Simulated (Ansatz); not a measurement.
Abstraction of Cl: C3H7Cl + SnCl3 → C3H7 + SnCl4

Species: C3H7Cl (2-chloropropane) `CC(C)Cl`, singlet; SnCl3 `[Cl][Sn]([Cl])[Cl]`, doublet; C3H7 (methylethyl) `C[CH]C`, doublet; SnCl4 (tin tetrachloride) `[Cl][Sn]([Cl])([Cl])[Cl]`, singlet. A radical takes Cl: the energy is the difference in strength between the C–Cl bond broken and the Sn–Cl bond made.

Shapes, held fixed at every level: PBE0-D4/def2-TZVP. Programs: Ansatz 0.2.0. Electronic energies: no zero-point or thermal term.

(1) Estimate ΔE of this reaction.

Results:

(1) The highest level, CCSD(T)/def2-TZVPP, gives ΔE = +12.2 kJ/mol; the levels span -28.0 to +49.8. They disagree on the sign: 6 of 8 are positive. The column of differences is taken from that level and isn't an error. No measured value is set beside it here. Open shells run unrestricted. For atoms past krypton def2 sets carry core potentials with scalar relativity. Outer-core shells of Sn are correlated in most correlated rows, in sets that cover them unevenly.

| level | kind | ΔE (kJ/mol) | less CCSD(T)/def2-TZVPP |
| --- | --- | --- | --- |
| MP2/def2-SVP | perturbation theory | +10.5 | -1.7 |
| HF/def2-SVP | Hartree–Fock | -27.9 | -40.1 |
| HF/def2-TZVPP | Hartree–Fock | -28.0 | -40.2 |
| SPW92/def2-TZVPP | LDA | +49.8 | +37.6 |
| r2SCAN-D4/def2-TZVPP | meta-GGA | +8.7 | -3.5 |
| BHLYP-D4/def2-TZVPP | global hybrid | +1.7 | -10.5 |
| wB97M-V/def2-TZVPP | range-separated hybrid | +17.4 | +5.2 |
| CCSD(T)/def2-TZVPP | coupled cluster or CI | +12.2 | 0.0 |

Chlorine transfer from 2-chloropropane to SnCl3 comes out mildly uphill, at +12.2 kJ/mol with CCSD(T), so the Sn–Cl bond formed is slightly weaker than the C–Cl bond broken. Both negative values are Hartree–Fock; every level that includes correlation gives a positive sign. Correlation therefore favours the reactants, probably because the compact, more covalent C–Cl bond depends on it more than the strongly polar Sn–Cl bond, whose ionic part is already present in the mean field. LDA errs the other way, which suggests that it overbinds C–Cl more than Sn–Cl.

Trialkylstannyl radicals, by contrast, are familiar chlorine abstractors that form strong Sn–Cl bonds. In SnCl3 the electron-withdrawing chlorines leave tin poorer in charge and less willing to give up more to a fourth chlorine, which likely weakens the new bond. The close agreement of MP2 in the small basis may owe something to cancelling errors. A nearly balanced reaction energy says nothing about the abstraction barrier.
